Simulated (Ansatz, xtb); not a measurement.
## Relative energy of two structures of F2Ga2H4O2

Structure X is `[F][Ga@H-]1[OH+][Ga@H-]([F])[OH+]1`, a singlet and structure Y is a singlet given by its coordinates. Both are isolated molecules in the gas phase, relaxed with PBE0-D4/def2-SVP.

X (Å):

```yaml
atoms:
  - { symbol: F, position_ang: [-0.1655, 3.9625, 2.1689] }
  - { symbol: F, position_ang: [-0.0017, -0.9517, 0.2195] }
  - { symbol: Ga, position_ang: [0.2510, 2.2698, 2.4081] }
  - { symbol: Ga, position_ang: [-0.4182, 0.7410, -0.0193] }
  - { symbol: O, position_ang: [-1.2637, 1.3597, 1.6098] }
  - { symbol: O, position_ang: [1.0965, 1.6509, 0.7791] }
  - { symbol: H, position_ang: [-2.1130, 1.8145, 1.5847] }
  - { symbol: H, position_ang: [1.9458, 1.1960, 0.8042] }
  - { symbol: H, position_ang: [-1.0231, 1.2683, -1.3413] }
  - { symbol: H, position_ang: [0.8559, 1.7427, 3.7301] }
```

Y (Å):

```yaml
atoms:
  - { symbol: F, position_ang: [-2.1717, 1.6081, 1.3191] }
  - { symbol: F, position_ang: [0.3186, 2.6170, 2.2183] }
  - { symbol: Ga, position_ang: [1.1224, 1.9642, 0.5440] }
  - { symbol: Ga, position_ang: [-0.9054, 1.1777, 2.4766] }
  - { symbol: O, position_ang: [-0.0164, 2.4544, -0.7258] }
  - { symbol: O, position_ang: [0.3526, 0.3066, 1.3122] }
  - { symbol: H, position_ang: [-0.9317, 2.3991, -0.4156] }
  - { symbol: H, position_ang: [2.6595, 2.0496, 0.5710] }
  - { symbol: H, position_ang: [0.0019, -0.3304, 0.6779] }
  - { symbol: H, position_ang: [-1.1387, 0.7172, 3.9263] }
```

Close contacts (Å): F1–Ga4 1.77, F2–Ga3 1.97, F2–Ga4 1.91, Ga3–O5 1.77, Ga3–O6 1.98, Ga4–O6 1.92, Ga3–H8 1.54, Ga4–H10 1.54, O5–H7 0.97, O6–H9 0.96.

Energies in hartree; the thermal terms are from GFN2-xTB frequencies at re-optimised GFN2-xTB minima (ideal gas, soft modes damped towards free rotors, one conformer each, 298.15 K, 1 atm) and include the zero-point energy:

```
                               X            Y
E, CCSD(T)/def2-SVP  −4198.086022  −4198.074996
    E, MP2/def2-SVP  −4198.059716  −4198.048343
  E, MP2/def2-TZVPP  −4199.266725  −4199.256306
  zero-point energy      0.041401      0.040506
       H(298 K) − E      0.053263      0.052820
       G(298 K) − E      0.005280      0.003226
```

Correct the CCSD(T) difference for the basis set by the MP2 change, then work out ΔE, ΔE₀, ΔH and ΔG for X → Y in kcal/mol (1 Eh = 627.51 kcal/mol) and the equilibrium ratio [Y]/[X].

1. Differences Y − X: CCSD(T) +0.011026, MP2 in the small set +0.011373, MP2 in the large set +0.010419 Eh.
2. ΔE = +0.011026 + (+0.010419 − (+0.011373)) = +0.010072 Eh = +6.32 kcal/mol.
3. ΔE₀ = ΔE + ΔZPE = +0.010072 + (−0.000895) Eh = +5.76 kcal/mol.
4. ΔH = ΔE + (−0.000443) Eh = +6.04 kcal/mol.
5. ΔG = ΔE + (−0.002054) Eh = +5.03 kcal/mol, so ΔS = (ΔH − ΔG)/T = +14.2 J/(mol K).
6. kT = 0.9442 mEh, so K = [Y]/[X] = exp(−ΔG/kT) = exp(−8.49) ≈ 2.1 × 10^−4.

Structure X is favoured at this temperature. An error of 1 kcal/mol in ΔG would change K by a factor of 5.4. Mirror images and further conformers aren't counted.

Other levels gave ΔE = +6.1 (PBE0-D4/def2-SVP); +8.7 (HF/def2-SVP); +7.1 (MP2/def2-SVP); +6.9 (CCSD(T)/def2-SVP) kcal/mol. The correlated steps freeze 22 core orbitals; the filled d shell of Ga is correlated, in a basis made for valence electrons. Programs: Ansatz 0.2.0, xtb 6.7.1.

The two isomers differ in which ligands bridge the gallium centres: X has two bridging hydroxides and terminal fluorides, whereas Y has one hydroxide and one fluoride bridge, with the displaced hydroxide terminal. The preference for X, +6.32 kcal/mol in electronic energy, fits the greater donor ability of hydroxide. Oxygen is less electronegative than fluorine, so its lone pairs are more readily shared with a second Lewis-acidic Ga(III) centre, while fluoride loses less by remaining terminal. In Y the terminal O–H points towards the terminal fluoride, and this weak contact probably recovers part of the cost.

The positive entropy change suggests a softer framework in Y, with a more mobile terminal hydroxyl, but it only partly offsets the energy penalty. Every electronic-structure level listed places X lower, so the ordering is better supported than the exact equilibrium ratio. The energies say nothing about the barrier to bridge exchange, and hence whether the isomers would interconvert readily.
